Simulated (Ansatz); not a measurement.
# Abstraction of F: CH7FSi2 + CClF2 → CH7Si2 + CClF3

Species: CH7FSi2 `F[SiH2]C[SiH3]`, singlet; CClF2 (chlorodifluoromethyl radical) `F[C](F)Cl`, doublet; CH7Si2 `[SiH2]C[SiH3]`, doublet; CClF3 `FC(F)(F)Cl`, singlet. A radical takes F: the energy is the difference in strength between the Si–F bond broken and the C–F bond made.

Shapes, held fixed at every level: PBE0-D4/def2-TZVP. Flexible molecules stand in one conformer, not always the lowest. Programs: Ansatz 0.2.0. Electronic energies: no zero-point or thermal term.

(1) Estimate ΔE of this reaction.

Answers

(1) The highest level, CCSD(T)/CBS estimate, gives ΔE = +135.8 kJ/mol; the levels span +118.1 to +139.7. The column of differences is taken from that level and isn't an error. No measured value is set beside it here. Open shells run unrestricted unless RO is named. The CBS estimate extrapolates MP2 from def2-TZVPP and def2-QZVPP and adds CCSD(T) − MP2 in the triple-zeta set, cores frozen.

```
               level                    kind  ΔE (kJ/mol)  less CCSD(T)/CBS estimate
   PBE-D4/def2-TZVPP                     GGA       +118.1                      -17.7
  PBE0-D4/def2-TZVPP           global hybrid       +120.3                      -15.5
  wB97M-V/def2-TZVPP  range-separated hybrid       +129.4                       -6.4
  wB97X-V/def2-TZVPP  range-separated hybrid       +132.4                       -3.4
   B2PLYP/def2-TZVPP           double hybrid       +139.7                       +3.9
  CCSD(T)/def2-TZVPP   coupled cluster or CI       +128.1                       -7.7
     CCSD/def2-TZVPP   coupled cluster or CI       +131.4                       -4.4
CCSD(T)/CBS estimate   coupled cluster or CI       +135.8                        0.0
```

Fluorine transfer from silicon to carbon is strongly uphill at every level, so the Si–F bond broken is much stronger than the C–F bond made. The large electronegativity difference between silicon and fluorine gives Si–F a strongly ionic character, reinforced by donation from fluorine lone pairs into σ* orbitals on silicon. Geminal halogens strengthen the C–F bond in CClF3 through similar donation, but not enough to close the gap.

The sign is secure, but the finer ranking of methods is less so. In the same triple-zeta basis, triples lower the reaction energy from +131.4 to +128.1 kJ/mol, whereas extrapolation raises it to +135.8. CCSD therefore lies closer to the reference than CCSD(T) through cancellation, not better correlation. PBE and PBE0 both underestimate the energy by similar amounts, so adding a global share of exact exchange does little here. The reverse transfer, from CClF3 to the silyl radical, is energetically favourable, though its rate would depend on a barrier not computed here.
